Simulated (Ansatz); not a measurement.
## HfN: the change of energy above lowest point and pressure with volume scale

Free energy against uniform scaling of the volume at fixed shape and fractions; periodic cell, basis, potentials, k mesh and filling as listed. The results are calculated, by Ansatz 0.2.0.

The cell before it is scaled or strained (space group F-43m, No. 216):
```
cell vectors (Å)
   0.0000     2.4630     2.4630
   2.4630     0.0000     2.4630
   2.4630     2.4630     0.0000
atoms (fractions of the cell vectors)
Hf  0.00000  0.00000  0.00000
N   0.75000  0.75000  0.75000
```

Settings of every row: functional PBEsol; dispersion D3(BJ)+ATM; potentials PAW; wave cutoff 500 eV; density cutoff 2000 eV; k mesh 10x10x10; k shift 0x0x0; occupations methfessel paxton; smearing width 0.1 eV; spin none; SCF threshold exponent -5.

Limits: coarse k mesh, up to 40 meV an atom off; loose SCF threshold; odd electron count without spin; stress loosely converged; no spin-orbit coupling, which can matter with elements this heavy; the cell comes from a prototype or a list of computed structures and needn't be the stable phase.

```
row  volume scale  V (Å³/atom)  energy above lowest point (meV/atom)  pressure (GPa)
  1        0.9406       14.054                                     0            2.21
  2        0.9703       14.498                                     ?               ?
  3             1       14.941                                  21.9           -9.51
  4        1.0297       15.385                                  54.8          -14.16
  5        1.0594       15.829                                  99.8          -18.21
```

Question: what energy above lowest point and pressure should row 2 give?

Worked fit of energy above lowest point. Take u = (V_r/V)^(2/3) − 1 with V_r = 15.163 Å³ an atom, which is twice the finite (Eulerian) strain; such expansions in the strain, on which the Birch-Murnaghan equation of state is built, carry the rest volume and the bulk modulus. The shown rows have u = 0.05194, 0.00988, -0.00964, -0.02825. Least squares give energy above lowest point = 36.75 − 1694.4 × u + 19001 × u² meV/atom; a straight line predicts inner rows, each left out in turn, worse (root mean square 19 against 0.1 meV/atom). All shown rows lie on it to the printed digit. Its lowest point lies at u = 0.0446, or V = 14.2 Å³ an atom, and the curvature there gives the bulk modulus at fixed shape and fractions, B = (4/9)(1 + u)² E″(u)/V = 208 GPa. The withheld row has u = 0.03035, so the fit gives 36.75 − 1694.4 × (0.03035) + 19001 × (0.03035)² = 2.8 meV/atom.

The calculation gave 2.8 meV/atom. The fit meets it to the printed digit.

Worked fit of pressure. Take u = (V_r/V)^(2/3) − 1 with V_r = 15.163 Å³ an atom, which is twice the finite (Eulerian) strain; such expansions in the strain, on which the Birch-Murnaghan equation of state is built, carry the rest volume and the bulk modulus. The shown rows have u = 0.05194, 0.00988, -0.00964, -0.02825. Least squares give pressure = −11.926 + 239.77 × u + 622.8 × u² GPa; a straight line predicts inner rows, each left out in turn, worse (root mean square 0.61 against 0.04 GPa). The rows lie off it by 0.00, -0.01, 0.02, -0.01. The pressure vanishes at u = 0.0446, or V = 14.2 Å³ an atom, and there the bulk modulus at fixed shape and fractions is B = −V dP/dV = (2/3)(1 + u) dP/du = 206 GPa. The withheld row has u = 0.03035, so the fit gives −11.926 + 239.77 × (0.03035) + 622.8 × (0.03035)² = -4.08 GPa.

The calculation gave -4.1 GPa. The fit lies 0.02 GPa (0.098 % of the column's range) above it; its largest miss of a shown row is 0.02 GPa.
